Here are five levels for fcc copper, in eV from the Fermi level, made for the exercise, each ±0.05 and independent: Γ25′ = −3.44, Γ12 = −2.79, X3 = −4.79, X2 = −2.32, X5 = −2.03. Spin-orbit coupling is taken as removed; with ξ typically about 0.1 eV it would split Γ25′ by 3ξ/2 = 0.15 eV. Which two-centre parameters lie behind these levels?

Take orthogonal d orbitals, nearest neighbours, and Bloch sums Σ exp(ik·R) E(R). For direction cosines l, m, n, Slater and Koster (1954) give
E(xy,xy) = 3l²m² ddσ + (l²+m²−4l²m²) ddπ + (n²+l²m²) ddδ,
E(x²−y²,x²−y²) = ¾u² ddσ + (l²+m²−u²) ddπ + (n²+¼u²) ddδ, u = l²−m².
At Γ all twelve phases are +1. At X = (2π/a)(0,0,1) the four neighbours with z = 0 keep +1 and the other eight get −1. With on-site energies Et (t2g) and Ee (eg):
Γ25′ = Et + 3ddσ + 4ddπ + 5ddδ
Γ12 = Ee + 3ddσ/2 + 6ddπ + 9ddδ/2
X3 (xy) = Et + 3ddσ − 4ddπ − 3ddδ
X2 (x²−y²) = Ee − 3ddσ/2 + 2ddπ − 9ddδ/2
X5 (yz, zx) = Et − 3ddσ − ddδ.

Question: Why not use X1?

Because 3z²−r² mixes there with s. In an s-p-d basis symmetry keeps my five levels pure d.

Differences cancel the on-site terms and any shift of the energy zero:
A = Γ25′ − X3 = 8ddπ + 8ddδ = 1.35
B = Γ12 − X2 = 3ddσ + 4ddπ + 9ddδ = −0.47
C = Γ25′ − X5 = 6ddσ + 4ddπ + 6ddδ = −1.41.
The determinant is 192, so the solution is unique once the labels are assigned:
ddσ = (10C − 4B − 3A)/48 = −0.339 ± 0.014 eV
ddπ = (3A − 4B + 2C)/16 = +0.194 ± 0.026 eV
ddδ = (4B − 2C − A)/16 = −0.026 ± 0.021 eV,
and back-substitution gives Et = −3.07 ± 0.03 eV, Ee = −3.33 ± 0.11 eV. The errors are propagated from the five levels, since A and C share Γ25′.

Question: So ddδ is hardly determined?

Hardly. Its correlation with ddπ is −0.95. The data fix ddπ + ddδ = A/8 = 0.169 ± 0.009 eV, not the partition.

Question: Five data, five unknowns: what is tested?

Nothing, unless you impose Et = Ee = Ed. That demands 3(Γ12 − Γ25′) + X3 − X2 = 0, because this combination is 2(Ee − Et), and here Ee − Et = −0.26 ± 0.11 eV. Do not read that as a crystal field. Second neighbours have phase +1 at both Γ and X, so they leave A, B, C alone but add 3ddσ₂ − 4ddπ₂ + ddδ₂ to Ee − Et. Assume all integrals scale as distance⁻⁵ from the fitted values: that term is −0.32 eV. The 24 third neighbours then add +0.21 eV, and contribute −0.01, −0.05 and +0.03 eV to the apparent ddσ, ddπ and ddδ. That rivals ddδ itself, so beyond the fit one figure for ddπ is all we have.

Question: Does H do the same job in bcc?

No. The eight neighbours give Γ25′ = Ed + 8ddσ/3 + 16ddπ/9 + 32ddδ/9 and Γ12 = Ed + 16ddπ/3 + 8ddδ/3. At H = (2π/a)(0,0,1) every phase is −1, so the hopping sums only change sign: two combinations for three integrals. The pure pair (yz ± zx)/√2 at N = (2π/a)(½,½,0), at Ed ∓ (8ddσ/3 − 8ddπ/9 − 16ddδ/9), supplies an independent third.

Question: Are your integrals copper's?

They are the model's. I chose the five levels to resemble typical copper d bands, so the effective −0.34, +0.2 and roughly −0.03 eV inherit that choice and confirm nothing about the metal.